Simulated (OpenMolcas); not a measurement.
**Predicting a hybrid from its neighbours: InSiH4F**

InSiH4F: 7 atoms, total charge 0, spin state singlet. SMILES: `[F][InH][SiH3]`. The coordinates come from a PBE0-D4/def2-TZVP relaxation.

The dipole moment y, in D, basis def2-SVP with a core potential; a is the functional's share of exact exchange. Programs: OpenMolcas 26.06.

| functional | program | a | y (D) |
| --- | --- | --- | --- |
| revPBE | OpenMolcas | 0 | 2.70 |
| TPSS | OpenMolcas | 0 | 2.72 |
| B3LYP | OpenMolcas | 0.2 | ? |
| PBE0 | OpenMolcas | 0.25 | 3.00 |
| BHLYP | OpenMolcas | 0.5 | 3.24 |

**Question.** Fit y = c + s·a to the known rows and predict B3LYP.

**Answer.** 
1. Means of the 4 rows: a = 0.1875, y = 2.915.
2. Σ(Δa)² = 0.17188, Σ(Δa·Δy) = 0.18375, so the slope is 0.18375/0.17188 = 1.0691.
3. Intercept: 2.915 − (1.0691) × 0.1875 = 2.715. The largest residual of the fit is 0.018.
4. B3LYP: 2.715 + (1.0691) × 0.2 = 2.93 D.

The run gave 2.97 D, so the prediction is off by -0.04 D, more than the largest residual. More exact exchange makes the molecule more polar here.

The dipole rises with the exact-exchange fraction across the whole set, including the B3LYP run at 2.97 D, which still falls below PBE0. Since all functionals share one geometry, this is a response of the electron density and not of bond lengths. The In–F bond is the natural seat of the polarity: fluorine draws charge from the electropositive indium, while its lone pairs return some of it to the formally empty In 5p orbital. Exact exchange probably weakens this back-donation by lowering the F 2p levels relative to the indium acceptor, leaving more negative charge on fluorine.

The exchange fraction is a good guide to the trend but not a complete descriptor. revPBE and TPSS already differ slightly at zero exact exchange, and B3LYP lies above the fitted line while BHLYP, which also uses LYP correlation, lies just below it, so a constant shift for that family would not repair the prediction. Nor does the steady rise show which functional comes closest to the true dipole.
